Anyone building a compact model of the valence bands of CdSe must decide where to put its building blocks, on the selenium atoms or in the bonds, and whether their energies may be read as atomic levels. The eight functions below started as Se 4s and 4p orbitals and were then mixed until they were as compact as possible. They end as four bond-pointing hybrids on each Se. Their energies are averages over s and p, and can't be entered in a model as the level of either.

Maximally localised Wannier functions of CdSe (P6_3mc, r2SCAN geometry), computed with Ansatz 0.2.0 using HSE06, PAW, a 420 eV plane-wave cutoff and a 6×6×2 k mesh, without spin–orbit coupling. The trial orbitals are Se s and p. On-site energies are relative to the valence-band top; x, y and z are Cartesian coordinates of the function centres.

```tsv
row	function spread (angstrom^2)	function on site (eV)	function x (Å)	function y (Å)	function z (Å)
1	2.07600	-4.955	0.539	2.195	2.920
2	2.07600	-4.955	1.631	1.564	6.458
3	2.04700	-4.803	0.000	2.506	2.032
4	2.07600	-4.955	-0.539	2.195	2.920
5	2.07600	-4.955	0.000	3.129	2.920
6	2.04700	-4.803	2.170	1.253	5.570
7	2.07600	-4.955	2.709	1.564	6.458
8	2.07600	-4.955	2.170	0.631	6.458
```

**Row 1: a function that leans towards cadmium.** The columns function x, y and z give the centre of the function. In row 1 it lies 0.66 Å from the nearest Se, on the line to a Cd atom and a quarter of the way along it. An s or a p orbital is centred practically on its nucleus, because its density is the same on opposite sides. A mixture of the two is lopsided: the lobes add on one side and cancel on the other.

The reason for the mixing lies in what function spread measures, the mean square distance of the function from its own centre. It can be written as

spread = mean square distance from the Se nucleus − (offset of the centre)²

Mixing the four functions of one Se among themselves leaves the sum of the first terms unchanged. Such mixing can therefore make the set more compact only by pushing the centres outwards.

How far a centre moves depends on the s share w of the hybrid. For pure Se orbitals the offset comes from the cross term between the s part and the p part, so its square is proportional to w(1 − w). The four shares on one Se must add up to one, since there is only one s orbital to distribute. The sum of w(1 − w) is then largest when each function takes a quarter, which is the familiar sp³ hybrid.

The gain can be estimated from the table without any adjustable constant. The eight spreads add up to 16.55 Å², and the eight squared offsets from Se to 3.51 Å². Unmixed into s and p functions centred on Se, the same set would have a total spread of 16.55 + 3.51 = 20.06 Å², about a fifth more. No calculation with unmixed functions is at hand to compare with this estimate; it rests on the rule above.

This argument nowhere needs a chemical bond. A free ion with filled s and p shells would also yield four sp³ hybrids, only with no preferred orientation. In the crystal the Cd neighbours fix the directions. A centre displaced towards Cd is therefore, by itself, no proof of covalent bonding.

Still, the functions in CdSe are not those of a bare ion. The calculation also reports an off-diagonal spread, which sums the squared dipole couplings between different functions. For hybrids of pure Se s and p orbitals it would be about as large as the sum of the squared offsets, 3.51 Å². It is only 0.91 Å². Other orbitals must therefore take part, most likely as tails on Cd, and they are expected to push the centres further out.

The column function on site gives the mean energy of a function, counted from the top of the valence band. For row 1 it is −4.955 eV, which matches none of the eight bands that the set describes at Γ, the centre of the Brillouin zone: the p-like bands there reach down only to −4.5 eV, and the s-like ones lie near −13 eV. The couplings between the four hybrids of one Se, taken from the same calculation, allow the mixing to be undone. They give an s-like level at about −13.1 eV and p-like levels at about −2.2 eV. A quarter of the first plus three quarters of the second is close to −4.9 eV, so row 1 reports an average.

These levels are only s-like and p-like. For the least well described state, the starting Se orbitals capture 82 % of the weight. The rest lies outside them, presumably in good part on Cd.

**Row 2: the same function on the other selenium.** Its coordinates look unrelated to those of row 1, but its spread and energy are identical. The cell holds two Se atoms related by symmetry, and row 2 belongs to the second. Its centre, too, lies a quarter of the way to a Cd neighbour.

**Row 3: the odd one out.** This function points along the c axis of the wurtzite crystal, while row 1 points towards one of the three Cd atoms on the other side of the Se. Its on-site energy is 0.15 eV higher. It is tempting to read this as a splitting between the p orbital along c and those in the plane, but the p-like levels recovered above differ by only a few meV.

The difference appears instead in the share of the s-like state, which is 24.0 % in row 3 and 25.3 % in row 1. The s-like level lies some 11 eV below the p-like ones, so each percentage point of s character moves the energy by about 0.11 eV. The small deficit in row 3 thus accounts for nearly the whole gap. This is an exact rewriting of the computed energies and couplings. It does not show that row 3 holds less Se 4s. In wurtzite the s-like state may itself contain some p along c, and four equal sp³ hybrids would then show unequal shares too.

Symmetry permits the difference, because in wurtzite the bond along c is not equivalent to the other three. What sets its size remains open. If the hybrids do differ in their 4s content, the compactness of the set hardly stands in the way: the unequal shares would cost about 0.02 % of the gain from mixing. A slight distortion of the tetrahedron, or the coarser sampling along c, could therefore tip the balance.

Row 3 is also more compact than row 1, by 1.4 %. This may be an artefact of the sampling. Spreads are obtained from differences between neighbouring mesh points, and large steps underestimate the extent of a function in that direction. The mesh has only two points along c, the direction in which row 3 is elongated. A denser mesh would be needed to settle the matter.

**Rows 4 and 5: the set on the first selenium is complete.** These two repeat the spread and energy of row 1 and point to the remaining two Cd neighbours. Together with rows 1 and 3 they surround the first Se, and the average of the four centres falls within about 0.01 Å of its nucleus. Each function leans into a bond, yet the group as a whole sits on the anion. With two electrons in each function, the group holds the eight valence electrons of a formal Se²⁻ ion.

**Rows 6 to 8: the second selenium.** Row 6 is the partner of row 3 and shares its higher energy and smaller spread; rows 7 and 8 join row 2. The eight rows thus contain only two distinct functions, one along c and one for the other three bonds.

For a model of the valence bands, the four hybrids of an Se belong together, along with the couplings between them. The zero of the energy scale needs care: spin–orbit coupling, left out here, would raise the valence top by roughly a tenth of an eV. In a zinc-blende crystal all four bonds of the anion are equivalent, so the same reasoning leads to four equal hybrids and no odd one out. The distances, shares and energy differences used here are listed in the output that follows.

The analysis program printed:

```
Place of each function on its Se-Cd line:
  row  distance from Se (angstrom)  distance from Cd (angstrom)  fraction of the way from Se
    1                       0.6636                        1.994                       0.2497
    2                       0.6631                        1.995                       0.2495
    3                        0.658                        2.002                       0.2474
    4                       0.6636                        1.994                       0.2497
    5                       0.6638                         1.99                       0.2501
    6                         0.66                            2                       0.2481
    7                       0.6623                        1.995                       0.2492
    8                       0.6626                        1.991                       0.2497
On-site level, axial less basal (eV): 0.152
Spread, basal less axial (angstrom^2): 0.029
Spread, basal less axial (percent of axial): 1.417
Mean height of the four centres of the first Se above its nucleus (angstrom): 0.008
Total spread of the eight hybrids (angstrom^2): 16.55
Sum of the squared offsets from Se (angstrom^2): 3.507
Estimated total spread if unmixed into s and p centred on Se (angstrom^2): 20.06
Rise of the total spread on unmixing (percent): 21.19
s-like level of one Se from the valence top (eV): -13.15
p-like level along c from the valence top (eV): -2.171
p-like level in the plane from the valence top (eV): -2.175
s share of an axial hybrid (percent): 23.98
s share of a basal hybrid (percent): 25.34
Part of the on-site split from the unequal s shares (eV): 0.149
Part of the on-site split from the p-like levels (eV): 0.002956
Shift of an on-site level per percentage point of s share (eV): 0.1098
Localisation gain lost by the unequal s shares (percent of the gain): 0.01844
Lowest p-like band at Gamma from the valence top (eV): -4.512
Upper s-like band at Gamma from the valence top (eV): -13.16
```
